Bond-stretching coupling of the honeycomb lattice as a gauge field: angular factors of the LO and TO modes in planar silicene

1. Model and conventions

One π orbital per atom, sublattices A and B, bond length b, atomic mass M, cell area Ac = (3√3/2) b². Bond unit vectors from A to B: δ̂1 = (0, 1), δ̂2 = (−√3/2, −1/2), δ̂3 = (√3/2, −1/2); δj = b δ̂j. Valleys τK, τ = ±1, K = (4π/(3√3 b), 0).

H = −Σ tj (a†b + b†a), tj = t − η Δbj, η = −dt/db > 0, Δbj = δ̂j·(u_B − u_A).

Bloch phases are taken at the undisplaced atomic positions: H_AB(k) = −Σj tj exp(i k·δj). The basic sum is

S = Σj exp(iK·δj) δ̂j = (3/2)(i, 1), and S* for −K and for 2K.

First order in k, measured from τK: H_AB = ħv(τkx − i ky), ħv = 3tb/2. In valley +, H = ħv σ·k, with states |k, s⟩ = (1, s e^{iθ})/√2, energy sħvk, s = +1 (π*) or −1 (π), θ the angle of k.

2. Zone-centre mode E2g

Uniform relative displacement w = u_B − u_A:

δH_AB = (3η/2)(w_y + iτ w_x) = ħv(τA_x − iA_y), so ħv A = τ (3η/2)(w_y, −w_x).

The Hamiltonian keeps its form with k → k + A. The Dirac point moves to −A. The field is odd in τ, has energy (3/2) η |w|, and is perpendicular to w.

Normalise the polarisation to Σ|e|² = 1 per cell. The matrix element per unit amplitude is D, and g² = |D|² ħ/(2Mω). For E2g, e_B = −e_A = ê/√2 and |w| = √2, so

V = V0 σ·n, V0² = 9η²/2, n = (ê_y, −ê_x).

Average over the four pairs of states at the Dirac point: ⟨D_Γ²⟩ = Tr(V†V)/4 = 9η²/4 = V0²/2.

Take q along x (the Dirac Hamiltonian and σ·n are covariant under rotation). LO: ê ∥ q, A ⊥ q, vertex σy. TO: ê ⊥ q, A ∥ q, vertex σx.

3. Zone-corner mode A1'

A phonon at K, u = e exp(iK·r), takes an electron from K to 2K, equivalent to −K. Both off-diagonal elements equal η(S*·e_B − S·e_A). The normalised pattern of largest coupling is e_A = (i, −1)/2, e_B = (i, 1)/2; the three in-plane patterns orthogonal to it give zero. Its bond changes are Δbj = exp(iK·r_A) × (1, e^{2πi/3}, e^{−2πi/3}), the Kekulé pattern of A1'. Then V = 3η σx and ⟨D_K²⟩ = 18η²/4 = 9η²/2. Hence

⟨g_K²⟩ ω_K / (⟨g_Γ²⟩ ω_Γ) = 2, for any η, t, b and M.

4. Inputs and the two pair integrals

Typical values for silicene treated as flat: b ≈ 2.25 Å, t ≈ 1.1 eV, M = 28.09 u, ħω_Γ ≈ 70 meV, ħω_K ≈ 60 meV. Model for η: Harrison scaling t ∝ b⁻², η = 2t/b. Derived values (carried unrounded):

η = 0.978 eV/Å; ħv = 3.71 eV Å; Ac = 13.15 Å²; ħ²/M = 1.49×10⁻⁴ eV Å²
⟨D_Γ²⟩ = 2.15 eV²/Å²; ⟨D_K²⟩ = 4.30 eV²/Å²
⟨g_Γ²⟩ = 2.29×10⁻³ eV²; ⟨g_K²⟩ = 5.34×10⁻³ eV²

Undoped sheet at T = 0 K: only π → π* pairs count. Let k' = k + q with angle θ', E = ħv(k + k'), and |g|² = ⟨g_Γ²⟩ F. With 2 spins and 2 valleys,

Π = 4 Ac ⟨g_Γ²⟩ ∫ d²k/(2π)² F [1/(ħω − E + i0) − 1/(ħω + E)],

evaluated at ω = ω_Γ. Shift = Re Π, full width γ = −2 Im Π. Two candidates occur, F± = 1 ± cos(θ + θ').

Elliptic coordinates: k + q/2 = (q/2)(cosh μ cos ν, sinh μ sin ν), E = ħvq cosh μ, d²k = (q²/4) J dμ dν, J = cosh²μ − cos²ν. Then

J F+ = 2 sinh²μ cos²ν, J F− = 2 cosh²μ sin²ν,

and the ν integral over 0..2π gives 2π sinh²μ and 2π cosh²μ. Define

q0 = ω_Γ/v = 0.0189 Å⁻¹, α = Ac⟨g_Γ²⟩/(2ħv) = 4.05 meV Å, γ0 = 2αq0 = 0.15 meV.

Width, q < q0: the δ function fixes cosh μ = q0/q, and γ = 2αq {sinh μ ; cosh²μ/sinh μ}.

Shift: with u = sinh μ and c = q0/q, Re Π = −(2αq/π) ∫ du {u² ; u² + 1}/(u² + 1 − c²). The part ∫ du · 1 gives −2αE_c/(πħv) for a cutoff E_c on E. It is independent of q, common to both cases, and absorbed in ω_Γ. The rest is Δ. For c > 1 its principal value is zero. For c < 1 use ∫ du/(u² + a²) = π/(2a) over 0..∞.

(P+) F+: γ = γ0 √(1 − q²/q0²) for q < q0; Δ = +α √(q² − q0²) for q > q0.
(P−) F−: γ = γ0/√(1 − q²/q0²) for q < q0; Δ = −α q0²/√(q² − q0²) for q > q0.

Static limit (q0 → 0): Δ = αq for F+, the linear Kohn anomaly, and Δ = 0 for F−. What remains is to assign F± to LO and TO.

5. WRONG attempt (lines W2 to W5 are false)

W1. The perturbation is ħv σ·A, with A ⊥ q for LO and A ∥ q for TO.
W2. A vector potential couples through the velocity, and the velocity points along k̂. So the π → π* strength at q → 0 is V0² (k̂·n)²: V0² sin²θ for LO, V0² cos²θ for TO.
W3. With V0² = 2⟨D_Γ²⟩ and 2θ → θ + θ' at finite q: F(LO) = F−, F(TO) = F+.
W4. Static limit: TO has the kink, slope 4.05 meV Å; LO has none.
W5. At q = 0.05 Å⁻¹: Δ(LO) = −0.031 meV, Δ(TO) = +0.19 meV, electronic splitting LO − TO = −0.22 meV. Below q0 the LO width grows from γ0 and diverges at q0, while the TO width falls to zero.

The usual checks pass. sin²θ and cos²θ both average to 1/2, so 9η²/4, the ratio 2 and γ0 are unchanged. No isotropic q = 0 quantity sees the slip.

6. Symptom

(a) Gauge invariance. Freeze a TO wave, w = w0 ŷ cos qx. Then A = τ(η w0/(tb)) x̂ cos qx = ∇χ with χ = τ(η w0/(tbq)) sin qx. The phase change ψ → e^{−iχ}ψ removes it in each valley. The spectrum near the Dirac points is unchanged, so the static energy can contain no |q| term. W4 gives one. The frozen LO wave has ∇×A ≠ 0, a pseudomagnetic field of opposite sign in the two valleys, which no phase removes; W4 gives it no response. W1 and W4 contradict each other.

(b) Uniform A. The exact bands are ±ħv|k + A|. For k ∥ A this is ±ħv(k + A), with no term in A². W2 makes the π–π* mixing largest there and would add a second-order shift ħvA²/(2k).

Could W1 be the line at fault? Test on the lattice. For w along δ̂1, t2 = t3 = t + ηw/2 and t1 = t − ηw. H_AB vanishes at ky = 0 and cos(√3 kx b/2) = −t1/(2 t2), with kx the full wavevector. The zero moves along x, perpendicular to w. For w = 0.01 Å the exact shift is −0.00392 Å⁻¹; the linear value −ηw/(tb) is −0.00395 Å⁻¹, an energy of 14.7 meV. W1 stands.

7. Faulty line

W2. The velocity along k̂ is the diagonal element of σ, the intraband one. Expanding the exact band,

ħv|k + A| = ħvk + ħv k̂·A + ħv (k̂×A)²/(2k) + …

The first-order term is ⟨π*|V|π*⟩ = ħv k̂·A. The second-order term is |⟨π|V|π*⟩|²/(2ħvk), so the interband strength is (ħv)² (k̂×A)². The part of σ·A along k̂ commutes with σ·k and cannot mix the bands. W2 puts the intraband factor on the interband transition. Since n turns by 90° between the modes, this is the same as exchanging LO and TO.

8. Mended calculation

Direct evaluation:

⟨k', s'|σy|k, s⟩ = (i/2)(s' e^{−iθ'} − s e^{iθ}), squared modulus [1 − ss' cos(θ + θ')]/2
⟨k', s'|σx|k, s⟩ = (1/2)(s e^{iθ} + s' e^{−iθ'}), squared modulus [1 + ss' cos(θ + θ')]/2

Valley − has states (1, −s e^{−iθ})/√2 and gives the same moduli. In units of ⟨D_Γ²⟩, angles from q:

LO interband: 1 + cos(θ + θ') → 2cos²θ; LO intraband: 1 − cos(θ + θ') → 2sin²θ
TO interband: 1 − cos(θ + θ') → 2sin²θ; TO intraband: 1 + cos(θ + θ') → 2cos²θ

So LO follows (P+) and TO follows (P−):

ħω_LO = ħω_Γ + α √(q² − q0²), ħω_TO = ħω_Γ − α q0²/√(q² − q0²) for q > q0,
γ_LO = γ0 √(1 − q²/q0²), γ_TO = γ0/√(1 − q²/q0²) for q < q0.

Both symptoms are gone. The static TO shift is zero, and the static LO energy rises as |q|. At ω ≠ 0 a longitudinal A(t) carries a pseudoelectric field, so the dynamic TO response is allowed; it scales as q0² ∝ ω².

A1' for comparison. The final state is in valley −, and |⟨k', s'|3ησx|k, s⟩|² = ⟨D_K²⟩[1 − ss' cos(θ − θ')]. Interband: J[1 + cos(θ − θ')] = 2 sinh²μ, with ν integral 4π sinh²μ, twice that of F+. Only one valley pair is connected by this phonon, so the degeneracy is 2 in place of 4. The static slope has the same form, α_K = Ac⟨g_K²⟩/(2ħv) = 9.45 meV Å, and α_K/α = 2ω_Γ/ω_K = 2.33. The relation α_K ω_K/(α ω_Γ) = 2 holds with the LO slope. With W4 its denominator would be zero.

9. Size of the error in planar silicene

Static slope: LO 4.05 meV Å and TO 0, against 0 and 4.05 meV Å in the wrong attempt. The whole effect sits on the wrong branch.

Shifts at q = 0.05 Å⁻¹ (static estimate αq = 0.20 meV):
right: Δ(LO) = +0.19 meV, Δ(TO) = −0.031 meV, LO − TO = αq²/√(q² − q0²) = +0.22 meV
wrong: LO − TO = −0.22 meV
Each branch is off by 0.22 meV and the splitting by 0.44 meV, with reversed sign.

Electronic widths in meV:
q/q0 = 0.5 (q = 0.0094 Å⁻¹): γ_LO = 0.13, γ_TO = 0.18; wrong LO too large by 0.044, a factor 1.33
q/q0 = 0.8 (q = 0.0151 Å⁻¹): γ_LO = 0.092, γ_TO = 0.25; wrong LO too large by 0.16, a factor 2.78
The factor is 1/(1 − q²/q0²), independent of η. It is 1 at q = 0.

Neglected terms and their sizes:
• η. All energies scale as η². An exponent 3 in place of 2 in t(b) multiplies them by 2.25. Absolute values are good to about a factor of two; signs, branch assignment and ratios do not depend on η.
• Analytic phonon dispersion. With ħ(ω_Γ − ω_K) as the scale of the optical bandwidth and |K| = 1.07 Å⁻¹, ħ(ω_Γ − ω_K)(q/|K|)² ≈ 0.02 meV at 0.05 Å⁻¹. This is about a tenth of the splitting but comparable to Δ(TO). It grows as q² and eventually hides the kink.
• Trigonal warping: relative size kb/4 ≈ 0.03 at k = 0.05 Å⁻¹. The wavevector dependence of the vertex is also first order in kb.
• Temperature. At q = 0 the width carries tanh(ħω_Γ/4k_BT) = 0.59 at 300 K for both modes. The thermal wavevector k_BT/ħv = 0.007 Å⁻¹ is not small against q0, so at 300 K the T = 0 K forms change near q0 and intraband pairs enter.
• Anharmonic decay adds a width of order 0.1 to 0.3 meV, typical of silicon optical phonons. It rivals γ0, so the widths above are only the electronic part.
• Buckling. The flat sheet is an idealisation. A typical height of 0.45 Å, with 2.25 Å as the in-plane projection of the bond, reduces the squared projection of an in-plane w on the bond to 0.96. σ–π mixing and angle-dependent hopping lie outside this model and are not bounded by that number.
• Spin–orbit gap, approximately 1.5 meV in the buckled sheet, or 0.02 of ħω_Γ. It matters only close to q0, where the TO divergence also marks the failure of lowest order.

Rule for the vertex σ·n: intraband strength ∝ (k̂·n)², interband strength ∝ (k̂×n)², and n ⊥ w. The two right angles cancel, so at q → 0 the interband strength goes as (k̂·ŵ)².